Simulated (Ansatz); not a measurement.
# BaRu3: formation energy and pressure against volume per atom

Results calculated with Ansatz 0.2.0, not measured. Plane-wave density functional theory, PAW datasets, Gaussian smearing 0.05 eV: one cell in which all forces lie under 0.002 eV/angstrom; stress (xx yy zz yz xz xy) and pressure positive in compression; site moments are of spin alone; formation energy from the elements run alike, uncorrected.

Cell of the first row (space group Pm-3m, No. 221):
```
CELL_PARAMETERS angstrom
4.01390 0.00000 0.00000
0.00000 4.01390 0.00000
0.00000 0.00000 4.01390
ATOMIC_POSITIONS crystal
Ba 0.00000 0.00000 0.00000
Ru 0.00000 0.50000 0.50000
Ru 0.50000 0.50000 0.00000
Ru 0.50000 0.00000 0.50000
```

Settings of every row: paw set soft_2; functional PBEsol; spin treatment none; moment partition spheres; spin axis none; wave cutoff 420 eV; k mesh 8x8x8; SCF start atoms; lower state search light; symmetry use detected.

Atom first moment, atom hubbard u: 0 on all atoms.

Limits: no spin-orbit coupling, which can matter with elements this heavy.

Limits of some rows: some atoms lie unusually close (a squeezed, shaken or made-up cell) (row 1, 2, 3, 4).

| row | volume per atom (Å³) | formation energy (eV per atom) | pressure (GPa) | energy above relaxed cell (meV per atom) |
| --- | --- | --- | --- | --- |
| 1 | 16.168 | 1.2919 | 6.22 | 12.14 |
| 2 | 16.505 | 1.2825 | 2.89 | 2.79 |
| 3 | 16.713 | 1.2801 | 1.03 | 0.34 |
| 4 | 16.842 | 1.2797 | -0.03 | 0 |
| 5 | 17.178 | 1.2827 | -2.60 | 2.95 |
| 6 | 17.515 | 1.2907 | -4.86 | 10.97 |
| 7 | 17.96 | ? | ? | ? |
| 8 | 19.955 | 1.4513 | -14.74 | 171.54 |
| 9 | 22.172 | 1.687 | -18.82 | 407.25 |

Question: what formation energy and pressure should row 7 give?

Worked fit of formation energy. Take u = (V_r/V)^(2/3) − 1 with V_r = 17.01 Å³ an atom, which is twice the finite (Eulerian) strain; such expansions in the strain, on which the Birch-Murnaghan equation of state is built, carry the rest volume and the bulk modulus. The shown rows have u = 0.03442, 0.0203, 0.01181, 0.00664, -0.00653, -0.01932, -0.10098, -0.16196. Least squares give formation energy = 1.28061 − 0.21504 × u + 15.3654 × u² + 7.416 × u³ eV per atom; a parabola predicts inner rows, each left out in turn, worse (root mean square 0.0023 against 0.00099 eV per atom). The rows lie off it by 0.0002, -0.0001, -0.0001, -0.0002, 0.0000, 0.0003, -0.0001, 0.0000. The withheld row has u = -0.03558, so the fit gives 1.28061 − 0.21504 × (-0.03558) + 15.3654 × (-0.03558)² + 7.416 × (-0.03558)³ = 1.3074 eV per atom.

The calculation gave 1.308 eV per atom. The fit lies 0.0006 eV per atom (0.15 % of the column's range) below it; its largest miss of a shown row is 0.0003 eV per atom.

Worked fit of pressure. Take u = (V_r/V)^(2/3) − 1 with V_r = 17.01 Å³ an atom, which is twice the finite (Eulerian) strain; such expansions in the strain, on which the Birch-Murnaghan equation of state is built, carry the rest volume and the bulk modulus. The shown rows have u = 0.03442, 0.0203, 0.01181, 0.00664, -0.00653, -0.01932, -0.10098, -0.16196. Least squares give pressure = −1.365 + 193.866 × u + 733.97 × u² + 1249.6 × u³ GPa; a parabola predicts inner rows, each left out in turn, worse (root mean square 0.41 against 0.053 GPa). The rows lie off it by -0.01, 0.01, 0.00, 0.02, 0.00, -0.01, 0.00, 0.00. The pressure vanishes at u = 0.0069, or V = 16.84 Å³ an atom, and there the bulk modulus at fixed shape and fractions is B = −V dP/dV = (2/3)(1 + u) dP/du = 137 GPa. The withheld row has u = -0.03558, so the fit gives −1.365 + 193.866 × (-0.03558) + 733.97 × (-0.03558)² + 1249.6 × (-0.03558)³ = -7.39 GPa.

The calculation gave -7.41 GPa. The fit lies 0.02 GPa (0.08 % of the column's range) above it; its largest miss of a shown row is 0.02 GPa.

The other values of row 7: energy above relaxed cell 28.29 meV per atom.
